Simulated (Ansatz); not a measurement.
LaP: the change of energy less free atoms and pressure with volume per atom

All results are calculated (Ansatz 0.2.0). Periodic Kohn-Sham DFT of a crystal at fixed atoms; pressure and stress are positive in compression; the energy is the free energy less that of spherical unpolarised free atoms; site moments are those in the method's own spheres, positive along +z.

Cell of the first row (space group Fm-3m, No. 225):
```
cell vectors (Å)
   0.0000     2.9510     2.9510
   2.9510     0.0000     2.9510
   2.9510     2.9510     0.0000
atoms (fractions of the cell vectors)
La  0.00000  0.00000  0.00000
P   0.50000  0.50000  0.50000
```

Settings of every row: method all-electron LAPW; functional LDA; relativity scalar; k mesh 10x10x10; filling fermi-dirac; smearing width 0.03 eV; basis error target 1 meV/atom; nucleus gaussian.

Atom start moment: 0 on all atoms.

Limits: no spin-orbit coupling on heavy atoms.

| row | volume per atom (Å³) | energy less free atoms (eV/atom) | pressure (GPa) |
| --- | --- | --- | --- |
| 1 | 25.699 | ? | ? |
| 2 | 26.245 | -7.3298 | -0.167 |
| 3 | 26.792 | -7.3264 | -1.769 |
| 4 | 27.066 | -7.3228 | -2.507 |
| 5 | 27.339 | -7.3179 | -3.206 |
| 6 | 27.612 | -7.3119 | -3.87 |
| 7 | 27.886 | -7.3047 | -4.501 |
| 8 | 28.432 | -7.2873 | -5.672 |
| 9 | 28.979 | -7.2662 | -6.728 |

Question: what energy less free atoms and pressure should row 1 give?

Worked fit of energy less free atoms. Take u = (V_r/V)^(2/3) − 1 with V_r = 27.475 Å³ an atom, which is twice the finite (Eulerian) strain; such expansions in the strain, on which the Birch-Murnaghan equation of state is built, carry the rest volume and the bulk modulus. The shown rows have u = 0.031, 0.01692, 0.01005, 0.00331, -0.00331, -0.00985, -0.02257, -0.03491. Least squares give energy less free atoms = −7.31504 − 0.9105 × u + 14.01 × u² eV/atom; a straight line predicts inner rows, each left out in turn, worse (root mean square 0.0046 against 3.9e-05 eV/atom). The rows lie off it by 0.0000, 0.0000, 0.0000, 0.0000, 0.0000, 0.0000, 0.0001, 0.0000. The withheld row has u = 0.04556, so the fit gives −7.31504 − 0.9105 × (0.04556) + 14.01 × (0.04556)² = -7.3274 eV/atom.

The calculation gave -7.3274 eV/atom. The fit meets it to the printed digit. This row lies beyond the range of the fit.

Worked fit of pressure. Take u = (V_r/V)^(2/3) − 1 with V_r = 27.475 Å³ an atom, which is twice the finite (Eulerian) strain; such expansions in the strain, on which the Birch-Murnaghan equation of state is built, carry the rest volume and the bulk modulus. The shown rows have u = 0.031, 0.01692, 0.01005, 0.00331, -0.00331, -0.00985, -0.02257, -0.03491. Least squares give pressure = −3.5412 + 100.176 × u + 267.46 × u² + 380 × u³ GPa; a parabola predicts inner rows, each left out in turn, worse (root mean square 0.0037 against 0.0018 GPa). The rows lie off it by 0.000, -0.001, 0.000, 0.001, 0.000, 0.001, -0.002, 0.001. The withheld row has u = 0.04556, so the fit gives −3.5412 + 100.176 × (0.04556) + 267.46 × (0.04556)² + 380 × (0.04556)³ = 1.614 GPa.

The calculation gave 1.616 GPa. The fit lies 0.002 GPa (0.024 % of the column's range) below it; its largest miss of a shown row is 0.002 GPa. This row lies beyond the range of the fit.
